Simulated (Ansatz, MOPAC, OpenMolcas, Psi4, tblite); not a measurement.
A ladder of methods for C2H4FGa (SMILES C=[CH][GaH][F])

The species is C2H4FGa (8 atoms), meant as a singlet with charge 0. SMILES: `C=[CH][GaH][F]`. The shape is that of a PBE0-D4/def2-TZVP optimisation. This is one conformer, not always the lowest.

```xyz
8

C    -0.8371    1.1754    0.0609
C     0.3426    0.5695   -0.0650
Ga    0.4817   -1.3602   -0.0076
F     2.1105   -2.0061   -0.1996
H    -1.7621    0.6205    0.2001
H    -0.9411    2.2578    0.0316
H     1.2323    1.1796   -0.2023
H    -0.6269   -2.4367    0.1820
```

Each level gives the dipole moment (D). The values are calculated.

```
               level            kind     program  value (D)
                 AM1  semi-empirical       MOPAC       3.03
                 PM6  semi-empirical       MOPAC       3.43
                 PM7  semi-empirical       MOPAC       3.72
           IPEA1-xTB  semi-empirical      tblite       3.79
HF/ANO-RCC-MB (DKH2)    Hartree–Fock  OpenMolcas       2.54
           HF/STO-3G    Hartree–Fock      Ansatz       1.11
            HF/3-21G    Hartree–Fock      Ansatz       3.03
         HF/def2-SVP    Hartree–Fock      Ansatz       3.16
       SVWN5/cc-pVDZ             LDA        Psi4       2.69
         PBE/cc-pVDZ             GGA        Psi4       2.62
```

All-electron rows without a relativistic Hamiltonian named are non-relativistic. The values span 1.11 to 3.79 D. Magnitudes only. Sets without polarisation functions give poor dipoles. Without the sets that lack polarisation functions the rows with a basis span only 2.62 to 3.16 D.

The dipole reflects a strongly polar Ga–F bond, but it is a net quantity. Carbon and hydrogen are also more electronegative than gallium, so in the roughly trigonal arrangement the Ga–C and Ga–H bond dipoles partly oppose that of Ga–F. Donation from the fluorine lone pairs into the formally empty gallium 4p orbital reduces the charge separation further. The result is therefore sensitive to how each level distributes charge around the metal.

HF/STO-3G shows this most clearly: at 1.11 D it lies far below every other row, probably because its rigid minimal functions cannot describe the diffuse, electron-rich fluoride. The two density functionals nearly coincide, at 2.69 and 2.62 D, so gradient corrections hardly alter the polarity. HF/def2-SVP gives a larger 3.16 D, but the basis changes along with the treatment of exchange and correlation, so the gap cannot be assigned to either alone. The agreement between the two functionals is no measure of accuracy, since both are semilocal and may share the same error.
